## Results and discussion

The 41 GPa row looks too stiff. Near zero pressure fluorite-type SnGe2 has a bulk modulus of about 48 GPa, and a solid that kept losing volume at this initial rate would have lost 85 % of it by the last row. The PBE relaxation loses 31.27 %. The row is sound: the same runs show a metal in the same cubic structure at every pressure, with no free atomic coordinate, so pressure only scales the cell. What fails is the assumption of a constant rate: the solid stiffens as it shrinks.

Fluorite-type SnGe2 (Fm-3m, 3 atoms per cell), with cell and atoms relaxed at each pressure and the symmetry kept. Calculated with Ansatz 0.2.0: scalar-relativistic PBE, plane-wave PAW, no spin polarisation, cutoff 420 eV, 12×12×12 k mesh, Fermi-Dirac smearing of 0.15 eV. Volume changes are relative to the starting cell, 26.15 Å³ per atom.

```
pressure (GPa)  volume per atom (Å³)  volume change (%)
             2                 25.15              -3.82
             5                 23.97              -8.36
            13                 21.76             -16.78
            21                 20.30             -22.38
            31                 18.97             -27.45
            41                 17.98             -31.27
```

### Why the solid stiffens

The volume change is (V − V₀)/V₀, where V is the volume per atom and V₀ = 26.15 Å³ that of the starting cell. Since the pressure steps are unequal, the rows are best compared through the bulk modulus of each step, B = −ΔP/Δ ln V. It rises at every step, from 62 GPa for the first to 185 GPa for the last. A straight line through the steps has a slope B′ = dB/dP of 3.8.

A schematic argument gives the size of this slope. Let the energy be a repulsion b/rⁿ and an attraction −a/rᵐ in the bond length r, with V ∝ r³. With x = V₀/V, and the two terms balanced at x = 1, the pressure is P = A(x^(n/3+1) − x^(m/3+1)). Then B = dP/d ln x, and one more derivative gives

B′ = (m + n + 6)/3 at zero pressure.

The slope is thus a pure number, set by how steep the two terms are and independent of their strength A. Free-electron kinetic energy (n = 2) against Coulomb attraction (m = 1) would give B′ = 3. The larger slope of the table asks for a larger m + n. A steeper repulsion is the usual candidate, from the exclusion of valence electrons from the ion cores, but the table does not test this cause. The same pressure law says that B′ falls under compression, towards n/3 + 1, as the attraction loses weight.

### The rule, worked

Taking B = B₀ + B′P and integrating dP/B = −d ln V gives the Murnaghan form, V = V₀(1 + B′P/B₀)^(−1/B′). With B′ = 4 each row yields its own B₀ = 4P/[(V₀/V)⁴ − 1], and the six values lie between 47.1 and 47.9 GPa. Rounding up to 48 GPa leaves two divisions and two square roots:

V = V₀/(1 + P/12 GPa)^(1/4)

For two rows the steps are:

- 13 GPa: 1 + 13/12 = 2.083; √ = 1.4434; √ again = 1.2014; V = 26.15/1.2014 = 21.77 Å³ (table 21.76).
- 41 GPa: 1 + 41/12 = 4.417; √ = 2.1016; √ again = 1.4497; V = 26.15/1.4497 = 18.04 Å³ (table 17.98).

Both rows helped to choose B₀, so neither is a prediction. A fairer test takes B₀ from the 5 GPa row alone and computes the other five rows, the worst error being 0.30 % of the volume at the highest pressure; B′ = 4 was still chosen with the slope of the whole table known. The choice of B′ matters far more than the rounding of B₀. With B′ = 3 or 5, calibrated on the same row, the last volume is 3.76 % too small in the first case and 3.51 % too large in the second.

### Accuracy and range

Up to 21 GPa the rule is within 0.04 % of the tabulated volume, or about one unit in the last printed digit of the volume column. Above that it drifts to too large a volume, by 0.36 % in the last row. The step moduli show why: the rule becomes too stiff, 48 + 4 × 36 = 192 GPa at the middle of the last step against the 185 GPa found above. This is the direction that a falling B′ predicts.

A third-order Birch-Murnaghan curve, whose slope does fall on compression, follows all six rows to within the rounding when V₀, B₀ and B′ are free. It returns B′ = 4.5, whereas the Murnaghan form freed in the same way returns 3.85. The constants trade against each other and depend on the form, so B′ = 4 is a working average over this range. Both fits extrapolate to a zero-pressure volume within 0.2 % of the starting cell, which supports its use as V₀. The analysis printed below gives the errors row by row.

Beyond the last row the rule and the free Birch-Murnaghan curve part, by 1.3 % in volume at 80 GPa, and under tension the rule diverges at −12 GPa. Within the range, its accuracy is that of reproducing these calculations. The runs themselves raised no warning, but the data makers' tests on other systems found metals sensitive to the k mesh. This compound is a metal at every pressure and only one mesh was used, so the effect on its volumes is untested. PBE volumes usually come out somewhat large, and temperature, zero-point motion, spin and spin-orbit coupling are excluded. The symmetry is imposed, so the smooth curve does not show that this phase is stable; elemental Ge and Sn both change structure within this pressure range, and a first-order transition would break the rule by a jump in volume.

### A neighbouring series

By the argument above, a related compound whose repulsion and attraction are about as steep should have a similar B′, whatever its B₀. Its series would then follow the same curve in P/B₀ with another constant in place of 12 GPa, and one compressed volume, together with the zero-pressure volume, would fix that constant. At equal P/B₀ the two compounds would have lost the same fraction of their volume, so one with twice the B₀ would need twice the pressure.

The analysis program printed:

```
starting volume from the table V0 = 26.15 A^3/atom
rounding: 0.005 A^3 in V, 0.005 points in volume change (under 0.01 % of V)
step midpoints (GPa): 3.5 9.0 17.0 26.0 36.0
step bulk modulus -dP/dlnV (GPa): 61.7 83.2 114.7 148.2 184.7
line B = 49.2 GPa + 3.79 P; last/first B = 2.99
B goes as V^-3.85; free electron gas V^-1.67
effect of pressure miss on V (%): 0.001 0.026 0.003 0.010 0.003 0.006
B0 = 4P/((V0/V)^4-1) row by row (GPa): 47.45 47.85 47.93 47.87 47.52 47.11
rule V=V0/(1+P/12)^(1/4): P GPa | V table | V rule | error % | change table, rule, linear -P/48 (%)
   2 | 25.15 | 25.16 | +0.04 | -3.82 -3.78 -4.17
   5 | 23.97 | 23.97 | +0.02 | -8.36 -8.34 -10.42
  13 | 21.76 | 21.77 | +0.02 | -16.78 -16.76 -27.08
  21 | 20.30 | 20.31 | +0.04 | -22.38 -22.35 -43.75
  31 | 18.97 | 19.01 | +0.18 | -27.45 -27.32 -64.58
  41 | 17.98 | 18.04 | +0.36 | -31.27 -31.02 -85.42
rule: rms 0.17 %, worst +0.36 % at 41 GPa
pressure from rule 12((V0/V)^4-1) minus target (GPa): +0.02 +0.02 +0.02 +0.06 +0.31 +0.78
worked 13 GPa: 1+P/12 = 2.083, root 1.4434, root 1.2014, V = 21.77 A^3, B = 100 GPa
worked 41 GPa: 1+P/12 = 4.417, root 2.1016, root 1.4497, V = 18.04 A^3, B = 212 GPa
B0 from the 5 GPa row alone, error in V (%) for all rows:
  B' = 3: B0 = 50.1 GPa: +0.12 +0.00 -0.82 -1.79 -2.85 -3.76
  B' = 4: B0 = 47.9 GPa: +0.03 +0.00 -0.02 -0.00 +0.13 +0.30
  B' = 5: B0 = 45.7 GPa: -0.06 +0.00 +0.67 +1.47 +2.52 +3.51
fits at the pressures reached, error in V (%):
  Murnaghan V0 fixed, B'=4: B0 = 47.6 GPa: +0.01 -0.02 -0.10 -0.09 +0.02 +0.19
  Birch-Murnaghan V0 fixed, B'=4: B0 = 50.3 GPa: +0.20 +0.35 +0.34 +0.13 -0.19 -0.52
  Murnaghan free: V0 = 26.11 A^3, B0 = 49.3 GPa, B' = 3.85
    errors: -0.024 +0.041 +0.009 -0.037 -0.027 +0.039
  Birch-Murnaghan free: V0 = 26.16 A^3, B0 = 46.7 GPa, B' = 4.47
    errors: +0.002 -0.004 +0.002 +0.001 +0.001 -0.002
model spread at 60 GPa: rule 16.71, free Birch-Murnaghan 16.58 A^3, +0.80 %
model spread at 80 GPa: rule 15.72, free Birch-Murnaghan 15.52 A^3, +1.29 %
Sn-Ge from table (A): 2.905 2.858 2.768 2.704 2.644 2.597
Sn-Ge from rule (A):  2.905 2.858 2.768 2.705 2.646 2.600
Sn-Ge start 2.943 A, change at 41 GPa -11.7 %; Ge-Ge/Sn-Ge = 1.155
rule: 1 % hydrostatic linear compression needs 1.54 GPa
work 2 to 41 GPa: rule 2.219 eV/cell, free energy rise 2.201 eV/cell, +0.8 %
```
